The second-moment surface energy of a transition metal: a guided derivation

An atom in the top layer of a crystal has fewer neighbours than an atom inside it. Each stop marked "Predict" asks you to commit to an answer about the consequences before you read on. Energies are in eV, lengths in Å, and surface energies in eV per surface atom or J/m².

1. Premises

P1. Each atom carries five orthonormal d orbitals with two spin states, so ten spin-orbitals |iα⟩. The metal is non-magnetic and at zero temperature. The sp electrons are left out, except that they fix the d count N_d of a bulk atom.

P2. The on-site block of the Hamiltonian H on atom i is ε_i times the unit matrix. Hopping joins nearest neighbours only, has the two-centre form, and does not flip spin.

P3. The surface is a bulk-terminated plane, so all bonds keep the bulk length. Top-layer atoms have z_s neighbours and all others have z_b.

P4. Every local d band is a rectangle (Friedel's model).

P5. Every atom keeps N_d electrons (local charge neutrality).

The quantity sought is γ = [E(slab of M atoms) − M E(bulk atom)] / (number of surface atoms).

2. Moments of the local density of states

With eigenstates |n⟩ of energy E_n, the local density of states on atom i is

n_i(E) = Σ_α Σ_n |⟨iα|n⟩|² δ(E − E_n).   (1)

Multiply by (E − ε_i)^k and integrate. The delta function turns E into E_n, and Σ_n |n⟩ (E_n − ε_i)^k ⟨n| is the operator (H − ε_i)^k. Per spin-orbital the moments are therefore

μ_k,i = (1/10) ∫ (E − ε_i)^k n_i(E) dE = (1/10) Σ_α ⟨iα|(H − ε_i)^k|iα⟩.   (2)

This relation, exploited for d bands by Cyrot-Lackmann, needs no diagonalisation. For k = 0 it gives μ_0 = 1. For k = 1 it gives zero by P2, so the centre of gravity of the local band is exactly ε_i.

Predict. Write the k = 2 moment by inserting a complete set of orbitals between the two factors. Does it depend on the levels ε_j of the neighbours?

Answer. It does not. Insertion gives

μ_2,i = (1/10) Σ_α Σ_jβ |⟨iα|H − ε_i|jβ⟩|².

Terms with j = i vanish by P2, and terms with j ≠ i contain hopping elements only. For one bond and one spin the sum runs over all squared elements of a 5 × 5 block T, which is the trace of T Tᵀ. With the quantisation axis along the bond, T is diagonal with entries ddσ, ddπ, ddπ, ddδ, ddδ. For any other bond direction T becomes O T Oᵀ with O orthogonal, because the five d orbitals rotate among themselves, and the trace is unchanged. Two spins double the sum, so every bond contributes the same amount h², and

μ_2,i = z_i h²,   h² = (ddσ² + 2 ddπ² + 2 ddδ²)/5.   (3)

By P3 the same h holds at the surface and in the bulk.

3. Band narrowing

By P4, n_i(E) = 10/W_i for |E − ε_i| < W_i/2 and zero outside. This has the right μ_0 and μ_1. Its second moment is

μ_2,i = (1/W_i) ∫ y² dy from −W_i/2 to W_i/2 = (1/W_i)(2/3)(W_i/2)³ = W_i²/12.   (4)

Predict. A surface atom keeps a fraction x = z_s/z_b of its bonds. What fraction of the bandwidth does it keep?

Answer. Equating (3) and (4) gives W_i = h √(12 z_i). Write W for the bulk width and divide:

W_s = W √x = W (z_s/z_b)^(1/2).   (5)

The variance is proportional to the number of bonds, so the width goes as its square root.

4. Filling, Fermi level and the level shift

Fill a rectangle from its bottom ε_i − W_i/2 up to the Fermi level E_F. The count is N_i = (10/W_i)(E_F − ε_i + W_i/2), or

E_F = ε_i + W_i (N_i/10 − 1/2).   (6)

In equilibrium one Fermi level holds throughout, and the bulk fixes it.

Predict. Suppose the surface level stayed at the bulk value. For a band more than half full, would the surface atom gain or lose electrons?

Answer. It would gain. E_F lies above the common centre, and the narrower band is taller, so it packs more states between the centre and E_F. To restore the count the surface level must rise. Apply (6) to both sites with N_i = N_d, as P5 demands:

ε_b + W (N_d/10 − 1/2) = ε_s + W_s (N_d/10 − 1/2),

Δ ≡ ε_s − ε_b = (W − W_s)(N_d/10 − 1/2).   (7)

Since W > W_s, the level moves up for N_d > 5, down for N_d < 5, and stays put at half filling, where E_F sits at the centre of both bands. If the core levels follow the local potential rigidly, their binding energy, counted from E_F, changes by −Δ at the surface. This is an initial-state statement and ignores the screening of the core hole.

5. Which energy to compare

The sum of occupied one-electron energies on atom i splits into two parts:

∫ E n_i dE = N_i ε_i + E_bond,i,   E_bond,i = ∫ (E − ε_i) n_i(E) dE,   (8)

both integrals running up to E_F. The name of the second part follows from the eigenvalue equation. With c_iα = ⟨iα|n⟩ it reads (E_n − ε_i) c_iα = Σ H_iα,jβ c_jβ over j ≠ i. Multiply by the conjugate of c_iα and sum over α and over occupied n:

E_bond,i = Σ_α Σ_(j≠i),β H_iα,jβ ρ_jβ,iα,   (9)

where ρ = Σ_occ |n⟩⟨n| is the density matrix. The bond energy is hopping times bond order, summed over the bonds of atom i.

Predict. The eigenvalue sum (8) of a surface atom exceeds that of a bulk atom by N_d Δ plus the change in E_bond. Does N_d Δ belong in the surface energy?

Answer. It does not, because Δ arises from the interaction between electrons, which an eigenvalue sum miscounts. To see this, start from an energy rather than from a Hamiltonian. Let δ_i = N_i − N_d and

E[ρ] = Σ_i E_bond,i + Σ_i [ε_0 N_i + U δ_i²/2],   (10)

with E_bond,i in the form (9), ε_0 the level of a neutral atom and U an effective energy cost of charging. Minimise over density matrices with occupations between 0 and 1 at fixed total electron number. The derivative of E with respect to ρ is a one-electron Hamiltonian with the given hopping and with diagonal elements ∂E/∂N_i, and the minimum fills its lowest eigenstates. Hence

ε_i = ε_0 + U δ_i.   (11)

Now let U grow. The shifts ε_i − ε_0 that are needed stay finite, of the size of (7), so δ_i = (ε_i − ε_0)/U tends to zero: P5 is the limit of large U. The charging energy U δ_i²/2 = (ε_i − ε_0)²/(2U) vanishes in that limit. The term ε_0 Σ N_i is fixed by the total electron number and cancels between the slab and M bulk atoms. What is left of (10) is the sum of bond energies. The term N_i (ε_i − ε_0) appears in the eigenvalue sum (8) but nowhere in (10), so it must be dropped.

6. The bond energy and the surface energy

Put y = E − ε_i. By (6) the upper limit is y_F = W_i (N_i/10 − 1/2), and

E_bond,i = (10/W_i) ∫ y dy from −W_i/2 to y_F = (5/W_i)(y_F² − W_i²/4).

Factor the difference of squares: y_F + W_i/2 = W_i N_i/10 and y_F − W_i/2 = −W_i (10 − N_i)/10. The product is −W_i² N_i (10 − N_i)/100, so

E_bond,i = −(W_i/20) N_i (10 − N_i).   (12)

This parabola vanishes for an empty and for a full band and is deepest at half filling. Call the bulk magnitude B = (W/20) N_d (10 − N_d).

Predict. Cutting a fraction 1 − x of the bonds at fixed strength per bond would cost B(1 − x). Is the true cost in this model larger or smaller?

Answer. All atoms hold N_d electrons, and by P3 only the top layer has a changed width. The slab sum minus M bulk terms leaves, per surface atom, −(W_s/20) N_d (10 − N_d) + B. With (5),

γ_bond = (W/20) N_d (10 − N_d) [1 − (z_s/z_b)^(1/2)].   (13)

Since 1 − x = (1 − √x)(1 + √x), the ratio to the bond-cutting value is 1/(1 + √x), between one half and one. The cost is smaller because the bond energy per neighbour scales as √z/z = 1/√z, so each bond that the surface atom keeps is worth more to it.

Equations (7) and (13) are linked. Differentiating (13) at fixed widths gives (W − W_s)(10 − 2N_d)/20, so

dγ_bond/dN_d = −Δ.   (14)

The shift vanishes where the surface energy peaks.

7. Relaxing neutrality

Predict. Let the surface atom take up a charge δ from the bulk at finite U. Can γ rise?

Answer. It cannot, because δ = 0 remains one of the options in the minimisation. For the size, treat the bulk as a reservoir with level ε_0 that gives up electrons at E_F = ε_0 + W (N_d/10 − 1/2), and let U include the electrostatic cost of the compensating charge. Equation (12) is quadratic in the count, so its expansion ends:

E_bond,s(N_d + δ) = E_bond,s(N_d) + W_s (N_d/10 − 1/2) δ + W_s δ²/20.

Add (ε_0 − E_F) δ + U δ²/2. The linear terms combine to −Δ δ, with Δ from (7):

γ(δ) = γ_bond − Δ δ + (U + W_s/10) δ²/2.

Setting the derivative to zero gives

δ = Δ/(U + W_s/10),   ε_s − ε_b = U δ,   γ = γ_bond − Δ²/[2(U + W_s/10)],   (15)

valid while N_d + δ stays between 0 and 10. For U ≫ W_s/10 the shift U δ tends to Δ, and (7) and (13) return. The largest possible lowering of γ, at U = 0, is 5Δ²/W_s. The energy is thus insensitive to P5, whereas the shift carries the factor U/(U + W_s/10) and disappears with U.

8. Relaxing the band shape

Let every local band have one common shape, n_i(E) = (10/σ_i) f((E − ε_i)/σ_i), with f of unit area, zero mean and unit variance, and σ_i² = μ_2,i. The filling fixes a number t through ∫ f dy up to t = N_d/10. Then E_F = ε_i + σ_i t, and E_bond,i = 10 σ_i ∫ y f dy up to t. Both are proportional to σ_i, which scales as √z_i by (3). The factor 1 − √x therefore survives for any common shape, and only the dependence on N_d changes. The shift (σ_b − σ_s) t vanishes where E_F meets the centre of gravity, which is half filling for a symmetric f and some other filling for a skewed one.

9. The repulsion that (13) leaves out

Equation (12) alone would collapse the crystal, because h grows as atoms approach. Add a pair repulsion. With s = d/d_0 − 1 the bond strain from the bulk length d_0, let h fall as exp(−q s) and the repulsion as exp(−p s). For an atom whose bonds share the strain s and whose coordination is a fraction x of the bulk value,

E(x, s) = −B √x exp(−q s) + E_rep x exp(−p s).   (16)

Bulk equilibrium, ∂E/∂s = 0 at x = 1 and s = 0, gives q B = p E_rep, so E_rep = (q/p) B.

Predict. Repulsion is linear in x and bonding goes as √x. How large is the repulsion released at the surface, relative to γ_bond?

Answer. At s = 0, E(x, 0) − E(1, 0) is

γ_net = B [(1 − √x) − (q/p)(1 − x)] = γ_bond [1 − (q/p)(1 + √x)].   (17)

The released fraction (q/p)(1 + √x) approaches 2q/p for x near one, so it rivals the effect itself. The slope ∂E/∂s at s = 0 is q B (√x − x) > 0, so the surface atom prefers shorter bonds. The gain from relaxation can be bounded. For unequal bond lengths put u_j = exp(−2q s_j); the bonding depends on Σ u_j and the repulsion on Σ u_j^(p/2q). For p > 2q the latter is convex, so at a given Σ u_j equal bonds are best for the atom. No atom can then do better than the minimum of (16) over s, which lies at exp[(p − q)s] = √x and equals −B (1 − q/p) x^m with m = (p − 2q)/[2(p − q)]. At fixed coordination the relaxed surface energy is hence at least B (1 − q/p)(1 − x^m).

10. Range of validity

The result (13) is the d-bond part of the surface energy of an unrelaxed, unreconstructed face. It holds under these conditions.

The d band must be partly filled and dominate the bonding. Near N_d = 0 or 10 the parabola vanishes and the omitted sp and sp–d terms are all that remains.

The metal must be non-magnetic. With a moment, each spin band has its own filling, and narrowing favours larger moments at the surface.

One neighbour shell must dominate μ_2. In fcc and hcp metals the second shell lies √2 times farther out and is weak. In bcc metals it lies only 2/√3 times farther, and z must be replaced by a sum of h² over shells. On open faces deeper layers also lose neighbours, and (13) is summed over layers.

The band shape must be alike at surface and bulk. Triangles of neighbours give the fcc band a third moment, and the level offsets add h² Σ_j (ε_j − ε_i) to it. Structural energy differences lie beyond the second moment altogether.

Neutrality must hold for the d shell alone. Electrostatics enforces it only for the total charge, and sp–d transfer on the same atom escapes that constraint.

11. Illustration: unreconstructed Ir(100)

Iridium is an fcc metal used, among other things, for electrodes in oxide memory capacitors. The twelve neighbours of an atom lie at (a/2)(±1, ±1, 0) and permutations: four in its own (100) plane, four above and four below. A top-layer atom loses the four above, so z_s = 8, z_b = 12 and x = 2/3, while second-layer atoms keep all twelve. The clean surface prefers a quasi-hexagonal (5×1) reconstruction; the numbers refer to the metastable (1×1) face.

Assumed inputs, all typical in size: W = 10 eV, N_d = 7.5, a = 3.84 Å, q/p = 1/3. Intermediate values carry extra digits for checking; about two figures are meaningful.

Moments: μ_2,b = W²/12 = 8.33 eV², h = (μ_2,b/12)^(1/2) = 0.833 eV, μ_2,s = 8h² = 5.56 eV².

Widths: √x = 0.8165, W_s = 8.165 eV, W − W_s = 1.835 eV.

Shift: E_F − ε_b = 2.5 eV and Δ = 1.835 × 0.25 = 0.459 eV, upward.

Energy: B = 9.375 eV and γ_bond = 9.375 × 0.1835 = 1.720 eV per surface atom, which is 0.55 of the bond-cutting value 3.125 eV. The area per atom is a²/2 = 7.373 Å², and 1 eV/Å² = 16.02 J/m², so γ_bond = 0.233 eV/Å² = 3.7 J/m².

Predict. What would the raw eigenvalue sum have given?

Answer. It adds N_d Δ = 3.44 eV and gives 5.16 eV, which shows how much rests on section 5.

Neutrality: at U = 0 the surface atom holds 8.06 electrons, δ = 0.56, and γ falls by 0.13 eV, or 7.5 per cent. For an assumed screened U = 5 eV, δ = 0.079, the shift is 0.39 eV and γ falls by 0.018 eV. For scale, a charge δ per atom facing its counter-charge one layer spacing a/2 below forms a capacitor of energy U δ²/2 per atom with U = e²(a/2)/[ε_vac (a²/2)] = e²/(ε_vac a) = 47 eV, ε_vac being the vacuum permittivity. That unscreened value would leave 0.98 of Δ.

Shape: a Gaussian f with the same μ_2 has t = 0.674 at this filling, which gives γ_bond = 1.68 eV and Δ = 0.36 eV, lower by 2 and 22 per cent. The level offsets alone give the surface band a skewness μ_3/μ_2^(3/2) = −4h²Δ/μ_2,s^(3/2) = −0.10.

Filling: N_d = 7 gives γ_bond = 1.93 eV and Δ = 0.37 eV, and N_d = 8 gives 1.47 eV and 0.55 eV.

Repulsion: the release is (q/p) B (1 − x) = 1.04 eV, 61 per cent of γ_bond, so γ_net = 0.68 eV, or 1.5 J/m². With m = 1/4 the relaxation bound is 0.60 eV, so relaxation can remove at most 0.08 eV. The ratio q/p matters far more: assumed values of 1/5 and 1/2 give γ_net = 1.10 eV and 0.16 eV.

These numbers are the model's, not iridium's. As typical knowledge, low-index iridium faces have surface energies of roughly 3 J/m², and the 4f levels of the (1×1) top layer lie roughly 0.7 eV to lower binding energy: the bond term alone is then high by about a quarter, the value with repulsion is low by about half, and the shift has the right sign but is small by about a third. The nearness of the bond term alone is no success of (13), because it omits both the released repulsion and the sp electrons. For Ir(100) with these inputs the model gives a d band narrowed to 8.2 eV, a surface level raised by 0.46 eV, and a d-bond cost of 1.7 eV per surface atom, of which an assumed q/p = 1/3 returns 1.0 eV.